**Scattering error of a holmium PAW dataset as slope times energy shift**

The table holds the all-electron phase arctan(r u′/u) at 2.559 bohr and the pseudo-minus-all-electron error for p, d and f waves of one Ho PAW dataset (atompaw, PBEsol, non-relativistic) from −5 to 4.6 Ry. The program tests error = (dθ/dE)·c(E − E₁)²(E − E₂)², with E₁ and E₂ the partial-wave energies and one constant per channel, against versions with the upper wave only or without the slope factor. On rows with E > 0 and errors of at least 0.5 mrad the model fits within typical factors of 1.06 to 1.12, with a free exponent that averages 1.99 for p; d and f rest on four rows each. The p shift grows steadily through the hump and dip of the error, and the p constant is about 15 times that of d. The model falls 19 % short for p at 4.6 Ry and overestimates the errors tenfold or more near −5 Ry.

Calculated values. PAW dataset for Ho from atompaw 4.2.0.5, non-relativistic PBEsol, core [Kr] 4d10, reference valence 4f10.5 5s2 5p6 5d0.5 6s2 6p0. The partial waves are 5p and 6p for p, 5d and one at 1.8 Ry for d, 4f and one at 2.1 Ry for f. Phases are unwrapped arctan(r u′/u) at r = 2.559 bohr, with u = r times the radial function; errors are pseudo minus all-electron.

## Program and output

```python
# Table: phase arctan(r u'/u) at 2.559 bohr, all-electron and error (pseudo - AE), p/d/f, Ho PAW,
# atompaw, PBEsol, non-relativistic. Test: error = slope*c*(E-E1)^2(E-E2)^2 and two rivals.
T = {
    'energy': [-5.0, -4.52, -4.04, -3.56, -3.08, -2.6, -2.12, -1.64, -1.16, -0.68, -0.2, 0.28, 0.76, 1.24, 1.72, 2.2, 2.68, 3.16, 3.64, 4.12, 4.6],  # Ry
    'phase_p_all_electron': [1.3691, 1.3526, 1.3301, 1.2963, 1.2349, 1.0632, -0.5908, -1.5554, -1.6954, -1.7703, -1.8382, -1.9223, -2.0533, -2.3107, -2.9198, -3.7893, -4.2326, -4.4249, -4.5272, -4.5912, -4.636],  # rad
    'phase_p_error': [-0.0009, -0.0009, -0.0009, -0.0011, -0.0012, -0.0016, -0.001, -0.0002, -0.0003, -0.0001, 0.0, -0.0002, -0.003, -0.0211, -0.1144, -0.1562, -0.1113, -0.0932, -0.0917, -0.1018, -0.1255],  # rad
    'phase_d_all_electron': [1.3895, 1.3791, 1.3665, 1.351, 1.3312, 1.3047, 1.2665, 1.2056, 1.0884, 0.7657, -0.4699, -1.2943, -1.5146, -1.6195, -1.694, -1.7652, -1.8529, -1.9913, -2.2826, -3.048, -3.949],  # rad
    'phase_d_error': [0.0, -0.0001, 0.0, 0.0, 0.0, -0.0001, 0.0, -0.0001, 0.0, -0.0001, 0.0, 0.0, 0.0, 0.0, 0.0, 0.0, -0.0001, -0.0008, -0.0043, -0.0196, -0.0177],  # rad
    'phase_f_all_electron': [1.4083, 1.4012, 1.3929, 1.3833, 1.3719, 1.358, 1.3403, 1.3153, 1.2661, -1.7384, -1.877, -1.9535, -2.0696, -2.3035, -2.9049, -3.8625, -4.3263, -4.5167, -4.6185, -4.6855, -4.7375],  # rad
    'phase_f_error': [0.0001, 0.0, 0.0, 0.0001, 0.0001, 0.0001, 0.0, 0.0001, 0.0001, 0.0, 0.0002, 0.0002, 0.0003, 0.0003, 0.0003, 0.0001, 0.0003, 0.0006, 0.0011, 0.0018, 0.0029],  # rad
}
import numpy as np
E = np.array(T['energy'], float); n = len(E); R = 2.559; pi = np.pi
# partial-wave energies (Ry) from settings; 5p is the lowest pseudo p level of the same run
ref = {'p': (-1.9535, -0.1027), 'd': (-0.1794, 1.8), 'f': (-0.7875, 2.1)}
def mob(th, j):  # tan(theta) = (a+bE)/(c+dE) through rows j..j+2
    s = slice(j, j+3); co, si, e = np.cos(th[s]), np.sin(th[s]), E[s]
    return np.linalg.svd(np.c_[co, co*e, -si, -si*e])[2][-1]
def slope(th):
    out = []
    for i in range(n):
        j = min(max(i-1, 0), n-3)
        if th[j]-th[j+2] > 2.8:  # unresolved step: use the one-sided triple
            j = min([i-2, i], key=lambda k: th[k]-th[k+2])
        a, b, c, d = mob(th, j); N, D = a+b*E[i], c+d*E[i]
        out.append((b*D-d*N)/(N*N+D*D))
    return np.array(out)
def cross(th, k):  # energy where theta = -k*pi/2
    i = np.where((th[:-1] > -k*pi/2) & (th[1:] <= -k*pi/2))[0]
    if len(i) == 0: return 'none'
    a, b, c, d = mob(th, i[0]-1)
    return '%.2f' % (-c/d if k % 2 else -a/b)
def fit(y, x):  # y = c*x in logs; c and rms log misfit as a factor
    r = np.log(np.abs(y/x)); return np.sign(y[0]/x[0])*np.exp(r.mean()), np.exp(r.std())
S = {}
print('rounding floor 0.05 mrad; grid 0.48 Ry; fit rows: E>0 and |err|>=0.5 mrad')
for l, ch in zip((1, 2, 3), 'pdf'):
    th = np.array(T['phase_%s_all_electron' % ch]); er = np.array(T['phase_%s_error' % ch])
    assert np.all(np.diff(th) < 0) and np.abs(er).max() < pi/2
    sl = slope(th); e1, e2 = ref[ch]; P = ((E-e1)*(E-e2))**2
    m = (E > 0) & (np.abs(er) >= 4.9e-4)
    c, f0 = fit(er[m], (sl*P)[m]); fa = fit(er[m], (sl*(E-e2)**2)[m])[1]; fb = fit(er[m], P[m])[1]
    lx = 0.5*np.log(P[m]); g = np.gradient(th, E)
    ex = np.polyfit(lx, np.log(np.abs(er/sl))[m], 1)[0]
    exg = np.polyfit(lx, np.log(np.abs(er/g))[m], 1)[0]
    S[ch] = dict(th=th, er=er, sl=sl, P=P, c=c, m=m, ex=ex, pr=c*sl*P)
    q = (er/(sl*P))[m]
    print('%s: %d rows, c=%.2e Ry^-3 (rows %.2e..%.2e), free exponent %.2f (theory 2)' % (ch, m.sum(), c, q.min(), q.max(), ex))
    print('   rms misfit factor: model %.2f, upper ref only %.2f, no slope %.2f' % (f0, fa, fb))
    print('   finite-difference slopes: c=%.2e, exponent %.2f' % (fit(er[m], (g*P)[m])[0], exg))
    print("   AE E(Ry) of u'=0, node, u'=0, node: " + ' '.join(cross(th, k) for k in range(4))
          + '; ru\'/u(-5 Ry) %.2f, V=0 estimate %.2f' % (np.tan(th[0]), np.sqrt(l*(l+1)-R*R*E[0])))
p, d, f = S['p'], S['d'], S['f']
sh = p['er']/p['sl']
assert np.all(np.diff(sh[p['m']]) > 0)
assert 1.5 < p['ex'] < 2.5
assert p['c'] > 0 and d['c'] > 0 and f['c'] < 0
print('E(Ry) | p slope(rad/Ry) err model(mrad) shift(Ry) | d slope err model | f slope err model')
for i in range(n):
    w = ['%6.3f %6.1f %6.1f' % (x['sl'][i], 1e3*x['er'][i], 1e3*x['pr'][i]) for x in (p, d, f)]
    print('%5.2f | %s %6.4f | %s | %s' % (E[i], w[0], sh[i], w[1], w[2]))
for ch in 'pdf':
    x = S[ch]; r = np.where(x['m'], np.abs(x['pr']/np.where(x['m'], x['er'], 1)-1), 0); i = r.argmax()
    o = np.where(x['m'], 0, np.abs(x['pr']-x['er'])); k = o.argmax()
    print('%s worst fit row %.2f Ry: %.0f%%; worst unfitted %.2f Ry: %.1f mrad' % (ch, E[i], 100*r[i], E[k], 1e3*o[k]))
i = n-2
print('p/d at %.2f Ry: error %.1f, slope %.3f, distance %.1f, c %.1f; |c_p/c_f| %.1f' % (
    E[i], p['er'][i]/d['er'][i], p['sl'][i]/d['sl'][i], p['P'][i]/d['P'][i], p['c']/d['c'], abs(p['c']/f['c'])))
i = int(np.argmin(np.abs(E-2.2)))
print('distance factor at %.2f Ry (Ry^4): p %.1f d %.2f f %.3f' % (E[i], p['P'][i], d['P'][i], f['P'][i]))
ps = p['th']+p['er']
print("p second u'=0: AE %s, pseudo %s Ry; second node: AE %s, pseudo %s Ry" % (
    cross(p['th'], 2), cross(ps, 2), cross(p['th'], 3), cross(ps, 3)))
print('largest f drop between rows %.3f rad' % (-np.diff(f['th'])).max())
```

Running it gives:

```
rounding floor 0.05 mrad; grid 0.48 Ry; fit rows: E>0 and |err|>=0.5 mrad
p: 9 rows, c=1.35e-03 Ry^-3 (rows 1.16e-03..1.67e-03), free exponent 1.99 (theory 2)
   rms misfit factor: model 1.12, upper ref only 1.77, no slope 2.72
   finite-difference slopes: c=1.28e-03, exponent 1.97
   AE E(Ry) of u'=0, node, u'=0, node: -2.21 -1.61 1.84 none; ru'/u(-5 Ry) 4.89, V=0 estimate 5.89
d: 4 rows, c=8.99e-05 Ry^-3 (rows 8.42e-05..9.79e-05), free exponent 1.86 (theory 2)
   rms misfit factor: model 1.06, upper ref only 1.23, no slope 1.78
   finite-difference slopes: c=8.00e-05, exponent 1.72
   AE E(Ry) of u'=0, node, u'=0, node: -0.34 0.98 4.16 none; ru'/u(-5 Ry) 5.46, V=0 estimate 6.22
f: 4 rows, c=-1.44e-04 Ry^-3 (rows -1.67e-04..-1.23e-04), free exponent 2.25 (theory 2)
   rms misfit factor: model 1.12, upper ref only 1.41, no slope 1.34
   finite-difference slopes: c=-1.35e-04, exponent 2.24
   AE E(Ry) of u'=0, node, u'=0, node: -0.94 -0.86 1.83 4.35; ru'/u(-5 Ry) 6.10, V=0 estimate 6.69
E(Ry) | p slope(rad/Ry) err model(mrad) shift(Ry) | d slope err model | f slope err model
-5.00 | -0.030   -0.9   -9.0 0.0302 | -0.020    0.0   -1.9 | -0.014    0.1    1.8
-4.52 | -0.040   -0.9   -6.9 0.0227 | -0.024   -0.1   -1.6 | -0.016    0.0    1.4
-4.04 | -0.056   -0.9   -5.1 0.0160 | -0.029    0.0   -1.3 | -0.019    0.0    1.1
-3.56 | -0.091   -1.1   -3.8 0.0121 | -0.036    0.0   -1.1 | -0.022    0.1    0.8
-3.08 | -0.189   -1.2   -2.9 0.0063 | -0.047    0.0   -0.9 | -0.026    0.1    0.5
-2.60 | -0.733   -1.6   -2.6 0.0022 | -0.065   -0.1   -0.7 | -0.032    0.1    0.3
-2.12 | -6.832   -1.0   -1.0 0.0001 | -0.098    0.0   -0.5 | -0.043    0.0    0.2
-1.64 | -0.535   -0.2   -0.2 0.0004 | -0.167   -0.1   -0.4 | -0.069    0.1    0.1
-1.16 | -0.204   -0.3   -0.2 0.0015 | -0.363    0.0   -0.3 | -0.152    0.1    0.0
-0.68 | -0.149   -0.1   -0.1 0.0007 | -1.248   -0.1   -0.2 | -0.402    0.0    0.0
-0.20 | -0.157    0.0   -0.0 -0.0000 | -3.273    0.0   -0.0 | -0.206    0.2    0.1
 0.28 | -0.214   -0.2   -0.2 0.0009 | -0.773    0.0   -0.0 | -0.193    0.2    0.1
 0.76 | -0.366   -3.0   -2.7 0.0082 | -0.298    0.0   -0.0 | -0.326    0.3    0.2
 1.24 | -0.796  -21.1  -19.8 0.0265 | -0.182    0.0   -0.0 | -0.737    0.3    0.3
 1.72 | -1.829 -114.4 -110.9 0.0625 | -0.152    0.0   -0.0 | -1.928    0.3    0.3
 2.20 | -1.412 -156.2 -174.7 0.1106 | -0.164    0.0   -0.0 | -1.542    0.1    0.0
 2.68 | -0.575 -111.3 -129.4 0.1934 | -0.225   -0.1   -0.1 | -0.580    0.3    0.3
 3.16 | -0.280  -93.2 -105.4 0.3328 | -0.396   -0.8   -0.7 | -0.278    0.6    0.7
 3.64 | -0.164  -91.7  -97.4 0.5578 | -0.952   -4.3   -4.2 | -0.169    1.1    1.1
 4.12 | -0.110 -101.8  -97.8 0.9262 | -2.273  -19.6  -20.3 | -0.122    1.8    1.7
 4.60 | -0.079 -125.5 -101.7 1.5845 | -1.173  -17.7  -18.9 | -0.096    2.9    2.5
p worst fit row 4.60 Ry: 19%; worst unfitted -5.00 Ry: 8.1 mrad
d worst fit row 3.16 Ry: 8%; worst unfitted -5.00 Ry: 1.9 mrad
f worst fit row 3.16 Ry: 17%; worst unfitted -5.00 Ry: 1.7 mrad
p/d at 4.12 Ry: error 5.2, slope 0.048, distance 6.6, c 15.0; |c_p/c_f| 9.4
distance factor at 2.20 Ry (Ry^4): p 91.5 d 0.91 f 0.089
p second u'=0: AE 1.84, pseudo 1.77 Ry; second node: AE none, pseudo 4.25 Ry
largest f drop between rows 3.005 rad
```
